**Problem.** Sodium vapour, diluted in nitrogen, is held at $T = 600$ K. The partial pressure $p$ of Na atoms is ten times its value $p_s$ over a flat liquid surface, $S = p/p_s = 10$. The atomic masses are 22.99 u for Na and 28.0 u for N$_2$. The other inputs are typical or assumed values:

| Quantity | Value |
|---|---|
| liquid density $\rho$ (typical) | 874 kg m$^{-3}$ |
| surface tension $\sigma$ (typical) | 0.177 J m$^{-2}$ |
| saturation pressure of atoms $p_s$ (typical) | 5.6 Pa |
| heat of evaporation to atoms $L$ (typical) | $1.00\times10^{5}$ J mol$^{-1}$ |
| Na$_2$: $D_0$, $\tilde\omega$, $\tilde B$ (typical) | $1.18\times10^{-19}$ J, $1.59\times10^{4}$ m$^{-1}$, 15.5 m$^{-1}$ |
| sticking coefficient $\alpha$ (assumed) | 1 |
| N$_2$ pressure $p_c$ (assumed) | $1.0\times10^{5}$ Pa |
| collision diameter $d$ (assumed) | 0.40 nm |

(a) Find the critical droplet and the classical rate $J_{\rm cl}$. (b) Correct it by referring detailed balance to the saturated vapour. (c) Correct it further so that the work of forming a monomer vanishes. (d) For each version find the $S$ at which $J = 10^{6}$ m$^{-3}$ s$^{-1}$. (e) Give the size of what was neglected. Vapour and clusters form an ideal gas, the liquid is incompressible, and intermediate results are carried unrounded.

**(a) The classical rate**

**Student:** I can put numbers into the formula, but I don't trust a prefactor with $\sqrt{\sigma/m}$ in it. Where does a surface tension get into a collision rate?

**Lecturer:** It doesn't. It comes from the curvature of the barrier. Start with the ingredients. With $m = 3.818\times10^{-26}$ kg, the volume per atom in the liquid is $v = m/\rho = 4.368\times10^{-29}$ m$^3$. A sphere of $n$ atoms has area $s_1 n^{2/3}$, with $s_1 = (36\pi)^{1/3}v^{2/3} = 5.998\times10^{-19}$ m$^2$. With $kT = 8.284\times10^{-21}$ J,

$$\theta = \frac{\sigma s_1}{kT} = \frac{0.177\ {\rm J\,m^{-2}}\times5.998\times10^{-19}\ {\rm m^2}}{8.284\times10^{-21}\ {\rm J}} = 12.816 .$$

Each atom moved from vapour to liquid gains $kT\ln S$, and the surface costs $\sigma$ per area:

$$\frac{W(n)}{kT} = -n\ln S + \theta n^{2/3}.$$

**Student:** Setting the derivative to zero, $n^* = (2\theta/3\ln S)^3$. With $\ln S = 2.303$ that is 51.1 atoms, and $r^* = 2\sigma v/(kT\ln S) = 0.811$ nm. The top of the barrier is

$$\frac{W^*}{kT} = \frac{4\theta^3}{27(\ln S)^2} = \frac{16\pi\sigma^3v^2}{3(kT)^3(\ln S)^2} = \frac{311.8}{(\ln S)^2} = 58.815,$$

or $W^* = 4.87\times10^{-19}$ J.

**Lecturer:** Now the kinetics. Clusters gain atoms at rate $\beta_n$ and lose them at rate $\gamma_n$. In the steady state the same current passes every step,

$$J = \beta_n f_n - \gamma_{n+1}f_{n+1},$$

with $f_n$ the actual number density of $n$-mers. Take any distribution $C_n$ that carries no current, $\beta_nC_n = \gamma_{n+1}C_{n+1}$. Then $J = \beta_nC_n\,(f_n/C_n - f_{n+1}/C_{n+1})$. Divide by $\beta_nC_n$ and add all steps. The right side telescopes to $f_1/C_1$, because $f_n/C_n \to 0$ for large droplets:

$$J = \frac{f_1}{C_1}\left[\sum_{n\ge1}\frac{1}{\beta_nC_n}\right]^{-1}.$$

**Student:** Resistors in series, and the largest resistance sits where $C_n$ is smallest.

**Lecturer:** At $n^*$. Expand $W$ to second order there and integrate the Gaussian. With $f_1 = C_1$ you get $J = Z\beta^*C^*$, where the Zeldovich factor is

$$Z = \sqrt{\frac{-W''(n^*)}{2\pi kT}} = \sqrt{\frac{\theta}{9\pi}}\;n^{*\,-2/3} = 0.0489 .$$

The bottleneck is $1/Z \approx 20$ sizes wide. Kinetic theory supplies $\beta_n = \alpha\,\Phi\,s_1n^{2/3}$ with the wall flux $\Phi = p/\sqrt{2\pi mkT}$.

**Student:** That assumes the atoms fly in freely. There is a bar of nitrogen in the way.

**Lecturer:** The mean free path is about $kT/(\sqrt2\,\pi d^2p_c) = 1.2\times10^{-7}$ m, far above $r^*$, so the droplet does not deplete its surroundings. Go on.

**Student:** $p = 56$ Pa, $\Phi = 1.256\times10^{24}$ m$^{-2}$ s$^{-1}$, critical area $8.26\times10^{-18}$ m$^2$, so $\beta^* = 1.04\times10^{7}$ s$^{-1}$ and $Z\beta^* = 5.07\times10^{5}$ s$^{-1}$. And I see the answer to my question. The powers of $n^*$ cancel in the product:

$$Z\beta^* = \alpha\,\frac{p\,s_1}{\sqrt{2\pi mkT}}\sqrt{\frac{\sigma s_1}{9\pi kT}} = \alpha\,\frac{p}{kT}\,v\,\sqrt{\frac{2\sigma}{\pi m}},$$

since $s_1^{3/2} = 6\sqrt{\pi}\,v$.

**Lecturer:** The classical theory, which goes back to Becker and Döring (1935), is usually closed by $C_n = n_1e^{-W(n)/kT}$ with the monomer density $n_1 = p/kT$:

$$J_{\rm cl} = \alpha v\left(\frac{p}{kT}\right)^2\sqrt{\frac{2\sigma}{\pi m}}\;\exp\left[-\frac{16\pi\sigma^3v^2}{3(kT)^3(\ln S)^2}\right].$$

**Student:** $n_1 = 6.76\times10^{21}$ m$^{-3}$, and the root is $1.718\times10^{12}$ s$^{-1}$, because J m$^{-2}$ kg$^{-1}$ is s$^{-2}$. The units are m$^3\cdot$m$^{-6}\cdot$s$^{-1}$, as they should be. The prefactor is $3.43\times10^{27}$ m$^{-3}$ s$^{-1}$, the exponential $2.86\times10^{-26}$, and $J_{\rm cl} = 98$ m$^{-3}$ s$^{-1}$. How much did the Gaussian cost me?

**Lecturer:** Doing the sum term by term lowers the rate by 0.24 %. That step is harmless. The weak step is the choice of $C_n$.

**(b) The factor $1/S$**

**Student:** It looks like a Boltzmann factor times the density of monomers. What can be wrong with that?

**Lecturer:** Write it with the saturated density $n_s = p_s/kT = 6.76\times10^{20}$ m$^{-3}$, so $n_1 = Sn_s$:

$$C_n^{\rm cl} = n_s\,S^{\,n+1}e^{-\theta n^{2/3}}.$$

What does the law of mass action demand for $n\,{\rm Na} \rightleftharpoons {\rm Na}_n$ in an ideal gas?

**Student:** $C_n = K_n(T)\,n_1^{\,n}$, so $C_n \propto S^n$. There is one power of $S$ too many.

**Lecturer:** Courtney (1961) drew attention to that defect. The kinetic repair, due to Katz and Wiedersich (1977), avoids any equilibrium in the supersaturated vapour. Evaporation is a property of the cluster at temperature $T$. So evaluate $\gamma$ where a true equilibrium exists, in the saturated vapour, with populations $c_n$ and arrival rates $\beta_n^s$:

$$\gamma_{n+1} = \beta_n^s\,\frac{c_n}{c_{n+1}} .$$

In the supersaturated vapour $\beta_n = S\beta_n^s$ and $\gamma$ is unchanged. Try $C_n = c_nS^n$.

**Student:** $\beta_nC_n = \beta_n^sc_nS^{n+1} = \gamma_{n+1}c_{n+1}S^{n+1} = \gamma_{n+1}C_{n+1}$. It carries no current, and $C_1 = Sn_s = f_1$ provided $c_1 = n_s$. But I still need $c_n$.

**Lecturer:** At $S = 1$ only the surface term of $W$ survives. Take $c_n = n_se^{-\theta n^{2/3}}$ for $n \ge 2$. Then

$$C_n = n_s\,S^ne^{-\theta n^{2/3}} = \frac{C_n^{\rm cl}}{S},\qquad J_{\rm kin} = \frac{J_{\rm cl}}{S} = 9.8\ {\rm m^{-3}\,s^{-1}} .$$

The minimum of $C_n$ has not moved, so $n^*$, $Z$ and $\beta^*$ are the same as before.

**Student:** I object. For $n\ge2$ the ratios $C_{n+1}/C_n$ are identical in both versions, so all the evaporation rates are identical. How can the current differ by a factor of ten?

**Lecturer:** All but one. Look at the first step, where $C_1$ must be the real monomer density.

**Student:** $C_2^{\rm cl}/n_1^2 = S\,e^{-2^{2/3}\theta}/n_s$. So the classical version has a dimer whose equilibrium constant grows with the sodium pressure.

**Lecturer:** No ideal gas does that. The surplus of dimers is passed up the whole chain. You can also see it in the slope. In the series formula each term $\beta_nC_n$ scales as $S^{n+1}$, so $\partial\ln J/\partial\ln S$ at fixed $T$ equals $\langle n\rangle + 1$, averaged with weights $1/\beta_nC_n$. In the Gaussian approximation that is $n^*+1 = 52.1$. This follows from mass action alone, whatever $c_n$ is. Differentiate $J_{\rm cl}$ and you find $n^*+2 = 53.1$.

**(c) The factor $e^\theta$**

**Student:** You slipped something past me. You used the droplet formula for $n\ge2$ and set $c_1 = n_s$ by hand. The formula itself gives $c_1/n_s = e^{-\theta} = 2.7\times10^{-6}$.

**Lecturer:** Yes. It says that making a monomer out of a monomer costs $\sigma s_1$. Girshick and Chiu (1990) removed the jump by shifting the work so that it vanishes at $n = 1$:

$$\frac{W_{\rm sc}(n)}{kT} = -(n-1)\ln S + \theta\,(n^{2/3}-1),\qquad C_n = n_1e^{-W_{\rm sc}/kT} = n_sS^ne^{-\theta(n^{2/3}-1)} .$$

Keep the bookkeeping straight. The shift of the first term is the $1/S$ of part (b), and the shift of the second is new. Measured from $J_{\rm kin}$ the factor is $e^\theta$, and measured from $J_{\rm cl}$ it is $e^\theta/S$.

**Student:** The barrier drops to $W^*/kT + \ln S - \theta = 48.30$. A constant shift leaves $n^*$ and $Z$ alone. With $e^\theta = 3.68\times10^5$,

$$J_{\rm sc} = \frac{e^{\theta}}{S}\,J_{\rm cl} = 3.7\times10^{4}\times98\ {\rm m^{-3}\,s^{-1}} = 3.6\times10^{6}\ {\rm m^{-3}\,s^{-1}} .$$

I would get the same by trusting the droplet formula for every ratio $c_{n+1}/c_n$ down to $n = 1$, because then $f_1/C_1 = e^\theta$ in the series formula. So is this one a theorem too?

**Lecturer:** No. Mass action fixes the power of $S$. It leaves open the function $A(T)$ in $c_n = A(T)\,e^{-\theta n^{2/3}}$. Part (b) took $A = n_s$ and part (c) takes $A = n_se^\theta$, which amounts to believing in a bulk surface tension for a single atom. Someone who counts the positions of a droplet in cells of one liquid atomic volume would write $A = 1/v$, which is $3.4\times10^7$ times $n_s$. Capillarity alone does not choose among them. The $1/S$ repairs an inconsistency, and the $e^\theta$ is a normalisation that removes a jump.

**(d) Onset of condensation**

**Student:** Four or five decades between versions sounds like a useless theory.

**Lecturer:** Ask the question the other way round. Write $J_{\rm cl} = K_0S^2e^{-311.8/(\ln S)^2}$ with $K_0 = 3.43\times10^{25}$ m$^{-3}$ s$^{-1}$, apply the factors, and solve for $J = 10^6$ m$^{-3}$ s$^{-1}$.

| Version | factor on $J_{\rm cl}$ | $J$ at $S=10$ (m$^{-3}$ s$^{-1}$) | onset $S$ |
|---|---|---|---|
| classical | 1 | 98 | 12.2 |
| kinetic | $1/S$ | 9.8 | 12.9 |
| self-consistent | $e^\theta/S$ | $3.6\times10^6$ | 9.8 |

**Student:** So $1/S$ raises the onset by 7 %, and the self-consistent version lies 20 % below the classical one. The slope of about fifty compresses everything.

**(e) What was left out**

**Student:** Then I doubt that a factor of ten matters beside the things we dropped. Start with $\sigma$.

**Lecturer:** For $J_{\rm cl}$ and $J_{\rm kin}$, $\partial\ln J/\partial\ln\sigma = \tfrac12 - 3W^*/kT = -176$. A change of 1.3 % in $\sigma$ does as much as the whole $1/S$, and a $\sigma$ larger by 5 % multiplies the rate by $9.6\times10^{-5}$. The second digit of our rates serves only to compare the versions with each other.

**Student:** And sodium is not a gas of atoms. There is Na$_2$.

**Lecturer:** Compute it. Use a rigid rotor with symmetry number 2 and a harmonic oscillator, with electronic degeneracy 2 for the atom and 1 for the dimer. With $\lambda = h/\sqrt{2\pi mkT}$ for the atom,

$$K_2 = \frac{n_2}{n_1^2} = \frac{2^{3/2}\lambda^3}{2^2}\,q_{\rm rot}\,q_{\rm vib}\,e^{D_0/kT},\quad q_{\rm rot} = \frac{kT}{2hc\tilde B},\quad q_{\rm vib} = \frac{1}{1-e^{-hc\tilde\omega/kT}} .$$

**Student:** $\lambda = 1.486\times10^{-11}$ m, $q_{\rm rot} = 1345$, $q_{\rm vib} = 3.15$, $D_0/kT = 14.24$, so $K_2 = 1.5\times10^{-23}$ m$^3$. The ratio $y = n_2/n_1 = K_2n_1$ is 0.010 at saturation and 0.10 at $S = 10$, if the dimers have time to equilibrate.

**Lecturer:** Two consequences. First, $S$ in every formula above is the ratio of monomer pressures. The ratio of total sodium pressures is $10\,(1+y)/(1+y/10) = 10.9$. Using that number as $S$ would inflate $J_{\rm kin}$ by a factor of 74, more than the correction we are discussing. Second, dimers also land on the droplet. Their flux relative to atoms is $y/\sqrt2$ and their step is 2. Near the flat top of the barrier $\beta^*$ acts as a diffusion coefficient in $n$, which goes as rate times step squared, so it gains the factor $1 + 4y/\sqrt2 = 1.3$.

**Student:** The capture area is also too small. The incoming atom has a radius and the droplet moves.

**Lecturer:** For hard spheres that is the factor $(1+n^{*\,-1/3})^2\sqrt{1+1/n^*} = 1.6$.

**Student:** And latent heat? Each atom brings $L/RT = 20.0$ units of $kT$ to a cluster of fifty.

**Lecturer:** That is why the nitrogen is there. Feder, Russell, Lothe and Pound (1966) treated the cluster as a random walker in size $n$ and energy $E$. An added atom leaves the mean excess energy

$$q = L/N_A - \tfrac12kT - \sigma\,\partial s/\partial n .$$

The $\tfrac12kT$ appears because atoms that hit a surface carry $2kT$ on average, against an enthalpy of $\tfrac52kT$. At $n^*$ the last term equals $kT\ln S$, so $q = 17.2\,kT$. Per unit $\beta^*$ the diffusion matrix has elements $D_{nn} = 1$, $D_{nE} = q$ and $D_{EE} = q^2+b^2$, where $b^2$ collects the energy noise uncorrelated with growth. The energy relaxes quickly, so its current vanishes, and the effective coefficient is

$$D_{nn} - \frac{D_{nE}^2}{D_{EE}} = \frac{b^2}{b^2+q^2}.$$

The energy variance of impinging particles is $2(kT)^2$ for an atom and $3(kT)^2$ for a rigid linear molecule. Assume full thermal accommodation of N$_2$.

**Student:** In pure sodium vapour $b^2 = 2(kT)^2$ and the rate falls by a factor of 150, which swamps $1/S$. With nitrogen the flux ratio is $(p_c/p)\sqrt{22.99/28.0} = 1.62\times10^3$, so $b^2 = 4.86\times10^3(kT)^2$ and the factor is 0.94.

**Lecturer:** So in this mixture the dimer flux, capture area and heating together raise the rate by roughly a factor of 2.0. That is below the factor of ten, though not by much. They depend only weakly on $S$.

**Student:** One more push. Which of the three numbers is the rate for sodium?

**Lecturer:** None. They are the droplet model's rates for the assumed inputs. The one size we can test here is the dimer. At saturation the model gives $c_2/c_1 = e^{-2^{2/3}\theta} = 1.5\times10^{-9}$ in version (b) and $e^{-(2^{2/3}-1)\theta} = 5.4\times10^{-4}$ in version (c), while the typical molecular constants of Na$_2$ gave 0.010. Even the self-consistent form undercounts dimers by a factor of about 19, and the unshifted form by seven decades. That does not fix the population at fifty atoms. Sodium clusters are typically extra stable at the electronic shell closings of 40 and 58 atoms, which bracket our $n^*$ and which no $n^{2/3}$ law contains, and droplet-model rates for metal vapours typically miss by several orders of magnitude, with a sign that I can't promise at this temperature.

**Student:** Then what I keep is this. At 600 K and $S = 10$ the model has $n^* \approx 51$ and rates of 98, 9.8 and $3.6\times10^6$ m$^{-3}$ s$^{-1}$, with onset between $S = 9.8$ and 12.9. The $1/S$ is required by mass action and sets the slope to $n^*+1$. The $e^\theta$ is a choice of normalisation.